\section*{Statement}

Conventions: $\beta=1/kT$; $\mu$ is a chemical potential per molecule; $n=N/V_d$ is the number of molecules per $d$-dimensional volume $V_d=L^d$; $\lambda=h/\sqrt{2\pi mkT}$ is the thermal wavelength of a molecule of mass $m$. Molar values are per-molecule values times $N_{\mathrm A}$, with $R=N_{\mathrm A}k$.

\textbf{Theorem.} Under premises P1--P4 below, an ideal gas with internal levels $e_0+\eta_j$ of degeneracy $g_j$ has
\begin{equation}
\mu=e_0+kT\ln\frac{n\lambda^d}{q_{\mathrm{int}}},\qquad
q_{\mathrm{int}}(\beta)=\sum_j g_j\,e^{-\beta\eta_j}.
\label{eq:mu}
\end{equation}

\textbf{Corollary 1.} In three dimensions, with $P$ the partial pressure of the species,
\begin{equation}
\mu(T,P)=e_0+kT\ln\frac{P\lambda^3}{kT\,q_{\mathrm{int}}}.
\label{eq:muP}
\end{equation}

\textbf{Corollary 2.} Let the gas be in equilibrium with a mobile adsorbed layer of the same molecules, whose reference level lies $\epsilon$ below that of the free molecule. Both levels include their zero-point energies, and $q_{\mathrm{2D}}$ counts all motions other than the two free translations, among them the vibration normal to the surface. Then
\begin{equation}
n_{\mathrm{2D}}=n_{\mathrm{3D}}\,\lambda\,\frac{q_{\mathrm{2D}}}{q_{\mathrm{3D}}}\,e^{\epsilon/kT}.
\label{eq:n2}
\end{equation}

\textbf{Corollary 3.} For an oxide in equilibrium with O$_2$ gas the chemical potential per oxygen atom is $\mu_{\mathrm O}=\tfrac12 e_0+\Delta\mu_{\mathrm O}$, with
\begin{equation}
\Delta\mu_{\mathrm O}(T,P)=\frac{kT}{2}\ln\frac{P\lambda^3}{kT\,q_{\mathrm{int}}}
=\Delta\mu_{\mathrm O}(T,P^\circ)+\frac{kT}{2}\ln\frac{P}{P^\circ},
\label{eq:muO}
\end{equation}
where $m$, $e_0$ and $q_{\mathrm{int}}$ refer to O$_2$ and $P^\circ=10^5$~Pa. The free energy per area of a TiO$_2$ surface is linear in $\mu_{\mathrm O}$, with slope $-(N_{\mathrm O}-2N_{\mathrm{Ti}})/A$.

\section*{Premises}

\begin{description}
\item[P1, separation.] The centre-of-mass motion of a molecule is free in $d$ dimensions and independent of its internal state, so that the one-molecule energies are $\varepsilon_{\mathbf k j}=e_0+\hbar^2\mathbf k^2/2m+\eta_j$. The reference $e_0$ lies at or below the lowest internal level, so $\eta_j\ge0$. The list $j$ holds only states allowed by the exchange symmetry of the nuclei and electrons within the molecule.
\item[P2, ideality.] Molecules do not interact, and identical molecules obey Bose or Fermi statistics as wholes.
\item[P3, dilution.] $\zeta\equiv e^{\beta(\mu-e_0)}\ll1$.
\item[P4, size.] $L\gg\lambda$ and $N\gg1$.
\end{description}

\section*{Proof of the theorem}

\textbf{Step 1: grand partition function.} By P2 a many-molecule state is fixed by the occupation numbers of the one-molecule states $s=(\mathbf k,j,\text{sublevel})$, and its energy is additive. The grand partition function therefore factorises into one geometric series per state for bosons (upper sign) or one two-term sum per state for fermions (lower sign):
\begin{equation}
\ln\Xi=\mp\sum_s\ln\!\left(1\mp e^{-\beta(\varepsilon_s-\mu)}\right)
=\sum_{l=1}^{\infty}\frac{(\pm1)^{l-1}}{l}\sum_s e^{-l\beta(\varepsilon_s-\mu)} .
\label{eq:Xi}
\end{equation}
The expansion of the logarithm converges because P1 and P3 give $e^{-\beta(\varepsilon_s-\mu)}\le\zeta<1$ for every state.

\textbf{Step 2: factorisation.} By P1 the exponent is a sum of independent parts, so the sum over states is a product:
\begin{equation}
\sum_s e^{-l\beta(\varepsilon_s-\mu)}=\zeta^{\,l}\,q_{\mathrm{tr}}(l\beta)\,q_{\mathrm{int}}(l\beta),\qquad
q_{\mathrm{tr}}(\beta)=\sum_{\mathbf k}e^{-\beta\hbar^2\mathbf k^2/2m}.
\end{equation}

\textbf{Step 3: translation.} With periodic boundaries each component is $k_x=2\pi\nu/L$ with integer $\nu$, and $\beta\hbar^2k_x^2/2m=\beta h^2\nu^2/2mL^2=\pi\nu^2\lambda^2/L^2$. The Poisson summation formula turns the Gaussian sum into a rapidly converging one:
\begin{equation}
\sum_{\nu=-\infty}^{\infty}e^{-\pi\nu^2\lambda^2/L^2}
=\frac{L}{\lambda}\sum_{r=-\infty}^{\infty}e^{-\pi r^2L^2/\lambda^2}
=\frac{L}{\lambda}\left(1+2e^{-\pi L^2/\lambda^2}+\dots\right).
\end{equation}
The $r=0$ term is the integral over $\nu$; the others are negligible by P4. The $d$ directions are independent, so $q_{\mathrm{tr}}(\beta)=V_d/\lambda^d$. Since $\lambda\propto\beta^{1/2}$, one has $q_{\mathrm{tr}}(l\beta)=l^{-d/2}V_d/\lambda^d$. This form fails only for $l$ of order $L^2/\lambda^2$, where the factor $\zeta^{\,l}$ has already removed the terms.

\textbf{Step 4: density.} The mean number is $N=kT\,\partial\ln\Xi/\partial\mu=\zeta\,\partial\ln\Xi/\partial\zeta$, which cancels the factor $1/l$ in \eqref{eq:Xi}:
\begin{equation}
n\lambda^d=\sum_{l=1}^\infty(\pm1)^{l-1}\,\frac{\zeta^{\,l}\,q_{\mathrm{int}}(l\beta)}{l^{d/2}}
=\zeta q_{\mathrm{int}}(\beta)\pm\frac{\zeta^2q_{\mathrm{int}}(2\beta)}{2^{d/2}}+\dots
\label{eq:series}
\end{equation}

\textbf{Step 5: dilute limit.} Because $\eta_j\ge0$, $q_{\mathrm{int}}(l\beta)\le q_{\mathrm{int}}(\beta)$. The terms with $l\ge2$ together are therefore at most $2^{-d/2}\zeta/(1-\zeta)$ times the first, and by P3 they drop out. What remains is $\zeta=n\lambda^d/q_{\mathrm{int}}$, and the logarithm of this relation is \eqref{eq:mu}. Keeping the second term of \eqref{eq:series}, taking the logarithm and inserting the leading $\zeta$ in the small term gives the first correction,
\begin{equation}
\beta(\mu-e_0)=\ln\frac{n\lambda^d}{q_{\mathrm{int}}(\beta)}\mp\frac{n\lambda^d}{2^{d/2}}\,\frac{q_{\mathrm{int}}(2\beta)}{q_{\mathrm{int}}(\beta)^2}+\dots,
\label{eq:corr}
\end{equation}
whose magnitude is at most $2^{-d/2}n\lambda^d/q_{\mathrm{int}}$. P3 is thus the condition $n\lambda^d\ll q_{\mathrm{int}}$: the molecules are spread over many more accessible states than there are molecules.

\textbf{Step 6: canonical form.} To leading order $\ln\Xi=e^{\beta\mu}Q$ with $Q=e^{-\beta e_0}q_{\mathrm{int}}V_d/\lambda^d$. Comparing $\Xi=\exp(e^{\beta\mu}Q)=\sum_N e^{\beta\mu N}Q^N/N!$ with $\Xi=\sum_N e^{\beta\mu N}Z_N$ gives $Z_N=Q^N/N!$, so the factor $1/N!$ is a result of the derivation. The free energy of adding one molecule is
\begin{equation}
F_{N+1}-F_N=-kT\ln\frac{Z_{N+1}}{Z_N}=kT\ln\frac{N+1}{Q},
\end{equation}
which reduces to \eqref{eq:mu} for $N\gg1$. The two ensembles agree under P4.

\textbf{Remark on the reference level.} Lowering $e_0$ by $\delta$ raises every $\eta_j$ by $\delta$ and multiplies $q_{\mathrm{int}}$ by $e^{-\beta\delta}$. The logarithm in \eqref{eq:mu} then adds $+\delta$, and $\mu$ is unchanged. The level $e_0$ need not be an occupied one, but $e_0$ and $q_{\mathrm{int}}$ must share one zero.

\section*{Proof of Corollary 1}

For a uniform fluid the grand potential is $-kT\ln\Xi=-PV$. To leading order in $\zeta$, $\ln\Xi$ is linear in $\zeta$, so $N=\zeta\,\partial\ln\Xi/\partial\zeta=\ln\Xi$ and $P=nkT$. Inserting $n=P/kT$ in \eqref{eq:mu} with $d=3$ gives \eqref{eq:muP}. In an ideal mixture $\Xi$ is a product over species, $\ln\Xi$ is a sum, and each species obeys \eqref{eq:muP} with its own partial pressure $n_ikT$.

The result is consistent with the Gibbs--Duhem relation $d\mu=-s\,dT+dP/n$. First, $(\partial\mu/\partial P)_T=kT/P=1/n$. Second, $\lambda^3/kT\propto T^{-5/2}$, so the entropy per molecule is
\begin{equation}
s=-\left(\frac{\partial\mu}{\partial T}\right)_P
=k\left[\frac52-\ln\frac{n\lambda^3}{q_{\mathrm{int}}}+T\frac{d\ln q_{\mathrm{int}}}{dT}\right],
\end{equation}
which is the Sackur--Tetrode entropy for $q_{\mathrm{int}}=1$.

\section*{Proof of Corollary 2}

\textbf{Equality of $\mu$.} Two subsystems at common $T$ and fixed volume and area exchange molecules at fixed total $N_1+N_2$. Equilibrium minimises $F_1+F_2$, and $dN_2=-dN_1$ gives $(\mu_1-\mu_2)\,dN_1=0$, hence $\mu_1=\mu_2$.

\textbf{Added premise.} The molecule--surface potential depends on the height $z$ above the surface and on internal coordinates but not on the lateral position. The adsorbed states then satisfy P1 with $d=2$, the same mass and hence the same $\lambda$, reference level $e_0-\epsilon$, and internal sum $q_{\mathrm{2D}}$.

\textbf{Equating.} Writing \eqref{eq:mu} for each phase,
\begin{equation}
e_0-\epsilon+kT\ln\frac{n_{\mathrm{2D}}\lambda^2}{q_{\mathrm{2D}}}
=e_0+kT\ln\frac{n_{\mathrm{3D}}\lambda^3}{q_{\mathrm{3D}}}.
\end{equation}
Cancelling $e_0$, dividing by $kT$ and exponentiating gives $n_{\mathrm{2D}}\lambda^2/q_{\mathrm{2D}}=e^{\beta\epsilon}n_{\mathrm{3D}}\lambda^3/q_{\mathrm{3D}}$, which is \eqref{eq:n2}. The single remaining power of $\lambda$ converts a volume density into an area density.

\textbf{Classical limit.} Suppose rotation, vibration and the electronic state are unaffected by adsorption, and the normal motion is harmonic with angular frequency $\omega_z$ in a well of depth $D$. Then $\epsilon=D-\hbar\omega_z/2$, $q_{\mathrm{2D}}/q_{\mathrm{3D}}=q_z=1/(1-e^{-\beta\hbar\omega_z})$, and
\begin{equation}
\frac{n_{\mathrm{2D}}}{n_{\mathrm{3D}}}=\frac{\lambda\,e^{\beta D}}{2\sinh(\beta\hbar\omega_z/2)}
\;\longrightarrow\;\sqrt{\frac{2\pi kT}{m\omega_z^2}}\;e^{\beta D}
\qquad(\beta\hbar\omega_z\ll1).
\end{equation}
Planck's constant cancels. The limit equals $\int e^{-\beta V(z)}dz$ for $V=-D+\tfrac12m\omega_z^2z^2$, as the classical Boltzmann distribution requires.

\textbf{Contribution to the surface free energy.} The argument of Corollary 1, with area in place of volume, gives the layer a grand potential per area of $-n_{\mathrm{2D}}kT$.

\section*{Proof of Corollary 3}

Transferring one O$_2$ molecule from the gas to the solid adds two oxygen atoms to it. Minimising the total Gibbs energy with respect to this transfer gives $2\mu_{\mathrm O}=\mu_{\mathrm{O_2}}$, and \eqref{eq:muP} then gives \eqref{eq:muO}. The second form follows by splitting the logarithm, since $\lambda$ and $q_{\mathrm{int}}$ depend on $T$ alone.

For a slab of Gibbs energy $G$ with $N_{\mathrm{Ti}}$ and $N_{\mathrm O}$ atoms and total exposed area $A$, define $\gamma A=G-N_{\mathrm{Ti}}\mu_{\mathrm{Ti}}-N_{\mathrm O}\mu_{\mathrm O}$. Equilibrium with the bulk crystal, of Gibbs energy $g_{\mathrm{TiO_2}}$ per formula unit, requires $\mu_{\mathrm{Ti}}+2\mu_{\mathrm O}=g_{\mathrm{TiO_2}}$. Eliminating $\mu_{\mathrm{Ti}}$,
\begin{equation}
\gamma=\frac{1}{A}\left[G-N_{\mathrm{Ti}}\,g_{\mathrm{TiO_2}}-(N_{\mathrm O}-2N_{\mathrm{Ti}})\,\mu_{\mathrm O}\right].
\label{eq:gamma}
\end{equation}
For structures of fixed composition $G$ and $g_{\mathrm{TiO_2}}$ do not depend on $\mu_{\mathrm O}$, apart from pressure--volume terms that are negligible for a solid near $P^\circ$. This gives the stated slope. The stable termination is the one of lowest $\gamma$. Compare a stoichiometric surface with a reduced one that lacks one oxygen atom per area $A_v$. By \eqref{eq:gamma},
\begin{equation}
\Delta\gamma=\gamma_{\mathrm{red}}-\gamma_{\mathrm{sto}}=\frac{g_v+\Delta\mu_{\mathrm O}}{A_v},\qquad
g_v=G_{\mathrm{red}}-G_{\mathrm{sto}}+\tfrac12e_0 ,
\label{eq:dgamma}
\end{equation}
with the Gibbs energies taken per vacancy. Equation \eqref{eq:gamma} presumes that TiO$_2$ is the stable bulk phase. Stability against a lower oxide or the metal TiO$_y$, $0\le y<2$, requires $g_{\mathrm{TiO_2}}\le g_{\mathrm{TiO}_y}+(2-y)\mu_{\mathrm O}$, that is
\begin{equation}
\mu_{\mathrm O}\ge\max_y\frac{g_{\mathrm{TiO_2}}-g_{\mathrm{TiO}_y}}{2-y}.
\label{eq:bound}
\end{equation}

\section*{Internal partition function of $^{16}$O$_2$}

Take Born--Oppenheimer separation with a rigid rotor and a harmonic oscillator, so that $q_{\mathrm{int}}=q_{\mathrm{el}}q_{\mathrm{rot}}q_{\mathrm{vib}}$. The ground term ${}^3\Sigma_g^-$ gives $q_{\mathrm{el}}=3$. The $^{16}$O nucleus has spin zero, so there is no nuclear-spin factor, and exchange symmetry of the nuclei combined with the symmetry of this term allows only odd values of the rotational quantum number $K$ (spin excluded). Place $e_0$ at the rotationless vibrational ground level. This level has $K=0$ and is not an allowed state, which the remark on the reference level permits. In terms of the electronic energy $E_{\mathrm{el}}$ at the potential minimum, $e_0=E_{\mathrm{el}}+\tfrac12k\theta_v$, where $\theta_v$ and $\theta_r$ are the vibrational and rotational temperatures.

The vibrational sum is geometric, $q_{\mathrm{vib}}=1/(1-e^{-\theta_v/T})$. For rotation put $K=2j+1$, $\sigma=\theta_r/T$ and $f(j)=(4j+3)\,e^{-\sigma(2j+1)(2j+2)}$, so that $q_{\mathrm{rot}}=\sum_{j\ge0}f(j)$. The Euler--Maclaurin formula needs $\int_0^\infty f\,dj=e^{-2\sigma}/2\sigma$, obtained with $u=(2j+1)(2j+2)$ and $du=2(4j+3)\,dj$, together with $f(0)=3e^{-2\sigma}$ and $f'(0)=(4-18\sigma)e^{-2\sigma}$. Higher derivatives at $j=0$ are of order $\sigma$. Hence
\begin{equation}
q_{\mathrm{rot}}=\int_0^\infty f\,dj+\frac{f(0)}{2}-\frac{f'(0)}{12}+\dots
=\left(\frac{1}{2\sigma}-1\right)+\frac32-\frac13+O(\sigma)=\frac{T}{2\theta_r}+\frac16+O(\sigma).
\end{equation}
The factor $\tfrac12$ is the classical symmetry number 2.

\section*{Range of validity}

\begin{itemize}
\item \emph{Quantum degeneracy.} $n\lambda^d/q_{\mathrm{int}}\ll1$; the correction is given by \eqref{eq:corr}.
\item \emph{Interactions.} With a second virial coefficient $B(T)$ defined by $P=nkT(1+Bn)$, the volume per molecule is $1/n=kT/P+B$ to first order in $B$, and integrating $d\mu=dP/n$ adds $BP$ to \eqref{eq:muP}. The ideal form requires $|B|P\ll kT$ and fails near condensation.
\item \emph{Internal states.} Equation \eqref{eq:mu} holds for any internal spectrum; only the evaluation of $q_{\mathrm{int}}$ uses the rigid-rotor and harmonic model. Centrifugal distortion adds $-k\theta_D\,y^2$ to the level energy, with $y=K(K+1)$ and $\theta_D\approx4\theta_r^3/\theta_v^2$. Its first-order effect on $\ln q_{\mathrm{rot}}$ is $\theta_D\langle y^2\rangle/T=2\theta_DT/\theta_r^2=8\theta_rT/\theta_v^2$, using $\langle y^2\rangle=2(T/\theta_r)^2$ for the classical weight $e^{-\theta_ry/T}$.
\item \emph{Dissociation.} Equation \eqref{eq:muO} stays valid when the gas also holds O atoms or other species in equilibrium, provided $P$ is the partial pressure of O$_2$.
\item \emph{Adsorbed layer.} Equation \eqref{eq:n2} needs a lateral corrugation small against $kT$, a coverage low enough for lateral interactions to be negligible, and $\epsilon\gg kT$ for bound states to be cleanly separated from the gas. With deep corrugation the molecules are localised on sites, and Langmuir statistics replaces the factor $A/\lambda^2$ by the number of sites times the partition function of two lateral vibrations.
\item \emph{Equilibrium.} Gas and surface must share one temperature and exchange oxygen fast enough. In a vacuum chamber with cold walls and a hot sample, $\mu_{\mathrm O}(T,P)$ is only a nominal value.
\item \emph{Bulk phase.} Equation \eqref{eq:gamma} holds only within the bound \eqref{eq:bound}.
\end{itemize}

\section*{Numerical illustration: rutile TiO$_2$(110) at 900 K}

\textbf{Inputs.} Approximate constants of $^{16}$O$_2$: mass 31.99~u, $\theta_r=2.07$~K, $\theta_v=2240$~K. Approximate $(1\times1)$ cell of rutile (110): $0.296~\mathrm{nm}\times0.650~\mathrm{nm}$, holding one bridging oxygen. The reduced surface has one bridging-oxygen vacancy per four cells. The value $g_v=300$~kJ\,mol$^{-1}$ (3.1~eV) is assumed for illustration as a typical magnitude; calculated values differ between levels of theory.

\textbf{Gas at $P^\circ$.} Here $m=5.312\times10^{-26}$~kg, $kT=1.243\times10^{-20}$~J and $RT=7.483$~kJ\,mol$^{-1}$, so
\begin{equation}
\lambda=1.029\times10^{-11}~\mathrm m,\qquad n=8.048\times10^{24}~\mathrm m^{-3},\qquad n\lambda^3=8.766\times10^{-9}.
\end{equation}
The internal factors, each with one guard figure, are $q_{\mathrm{rot}}=217.6$ and $q_{\mathrm{vib}}=1.091$, so $q_{\mathrm{int}}=712$. Then $\zeta=n\lambda^3/q_{\mathrm{int}}=1.23\times10^{-11}$, $\ln\zeta=-25.12$, and $\mu_{\mathrm{O_2}}-e_0=-188.0$~kJ\,mol$^{-1}$. Halving,
\begin{equation}
\Delta\mu_{\mathrm O}(900~\mathrm K,P^\circ)=-94.0~\mathrm{kJ\,mol^{-1}}\quad(-0.974~\mathrm{eV\ per\ atom}).
\end{equation}
Each decade of pressure shifts $\Delta\mu_{\mathrm O}$ by $\tfrac12RT\ln10=8.62$~kJ\,mol$^{-1}$. At $P=10^{-7}$~Pa, twelve decades lower, the shift is $-103.4$~kJ\,mol$^{-1}$ and $\Delta\mu_{\mathrm O}=-197.4$~kJ\,mol$^{-1}$ ($-2.046$~eV).

\textbf{Neglected terms in the gas.} The quantum correction to $\ln\zeta$ is smaller than $\zeta$ itself. A typical molar $B$ of $2\times10^{-5}$~m$^3$\,mol$^{-1}$ gives $BP^\circ/2=1$~J\,mol$^{-1}$. Centrifugal distortion raises $\ln q_{\mathrm{int}}$ by 0.003 and lowers $\Delta\mu_{\mathrm O}$ by 0.01~kJ\,mol$^{-1}$; anharmonicity and vibration--rotation coupling are of this order or smaller. The spin coupling within the triplet, typically about 3~K, has zero trace over the spin states, so it enters at second order, $(3/900)^2\approx1\times10^{-5}$. The ${}^1\Delta_g$ term, doubly degenerate and approximately $11\,300$~K higher, has relative weight $\tfrac23e^{-11300/900}=2\times10^{-6}$. None of these terms reaches 0.1~kJ\,mol$^{-1}$.

\textbf{Surface.} The cell area is 0.192~nm$^2$ and $A_v=0.770$~nm$^2$. In \eqref{eq:dgamma}, $g_v+\Delta\mu_{\mathrm O}$ is 206~kJ\,mol$^{-1}$ at $P^\circ$ and 103~kJ\,mol$^{-1}$ at $10^{-7}$~Pa. Dividing by $N_{\mathrm A}A_v$,
\begin{equation}
\Delta\gamma(10^5~\mathrm{Pa})=0.44~\mathrm{J\,m^{-2}},\qquad
\Delta\gamma(10^{-7}~\mathrm{Pa})=0.22~\mathrm{J\,m^{-2}}.
\end{equation}
With this $g_v$ the stoichiometric surface is the more stable of the two at both pressures. The lines cross where $\Delta\mu_{\mathrm O}=-g_v$, which by \eqref{eq:muO} is at
\begin{equation}
P^\ast=P^\circ\exp\!\left[-\frac{2\,(g_v+\Delta\mu_{\mathrm O}(T,P^\circ))}{RT}\right],\qquad
\log_{10}(P^\ast/\mathrm{Pa})=-18.9 .
\end{equation}
This pressure corresponds to about 10 molecules per cubic metre. Such a $\mu_{\mathrm O}$ can be imposed by a buffer mixture such as H$_2$/H$_2$O but not by O$_2$ alone, and whether rutile is still the stable bulk phase there has to be tested against \eqref{eq:bound}.

\textbf{Terms on the solid side.} The location of $P^\ast$ is limited by $g_v$, not by the gas: a change of 10~kJ\,mol$^{-1}$ in $g_v$ changes $P^\ast$ by a factor of 14. If $g_v$ is built from static energies, several terms of that size are missing. The zero-point energy in $\tfrac12e_0$ adds $R\theta_v/4=4.7$~kJ\,mol$^{-1}$. Removing an atom removes three lattice modes; as Einstein modes with an assumed $\theta_E=600$~K they carry $3RT\ln[2\sinh(\theta_E/2T)]=-8.7$~kJ\,mol$^{-1}$, so their loss raises $g_v$ by that magnitude. Random placement of vacancies on a fraction $x=\tfrac14$ of the bridging sites gives an entropy per vacancy of $-k[\ln x+(1-x)x^{-1}\ln(1-x)]=2.25\,k$, which lowers $g_v$ by 16.8~kJ\,mol$^{-1}$. Two uncoupled electron spins left behind by the vacancy would lower it by a further $RT\ln4=10.4$~kJ\,mol$^{-1}$. Each term is well below 103~kJ\,mol$^{-1}$, so the sign of $\Delta\gamma$ at both pressures survives, while $P^\ast$ is uncertain by a few decades. The configurational entropy per vacancy grows as $-k\ln x$ for $x\to0$, so a dilute vacancy population is present even where $\Delta\gamma>0$.

\textbf{Adsorbed O$_2$.} Assume weak physisorption on the stoichiometric surface with $\epsilon=10$~kJ\,mol$^{-1}$, $\hbar\omega_z/k=70$~K and unperturbed rotation. Then $q_z=13.4$, $\lambda q_z=1.4\times10^{-10}$~m and $e^{\epsilon/kT}=3.8$. At $P^\circ$, \eqref{eq:n2} gives $n_{\mathrm{2D}}\approx4\times10^{15}$~m$^{-2}$, or $8\times10^{-4}$ molecules per cell, with $n_{\mathrm{2D}}\lambda^2\approx4\times10^{-7}$. Since $\epsilon$ is comparable to $kT$, this is an order of magnitude only: the harmonic levels lying above the desorption threshold make up a fraction $e^{-\epsilon/kT}=0.26$ of $q_z$, and anharmonicity changes the bound spectrum as well. The layer lowers $\gamma$ by $n_{\mathrm{2D}}kT\approx5\times10^{-5}$~J\,m$^{-2}$, about four orders of magnitude less than $\Delta\gamma$ at the same pressure, so it does not affect the ordering of the two surfaces.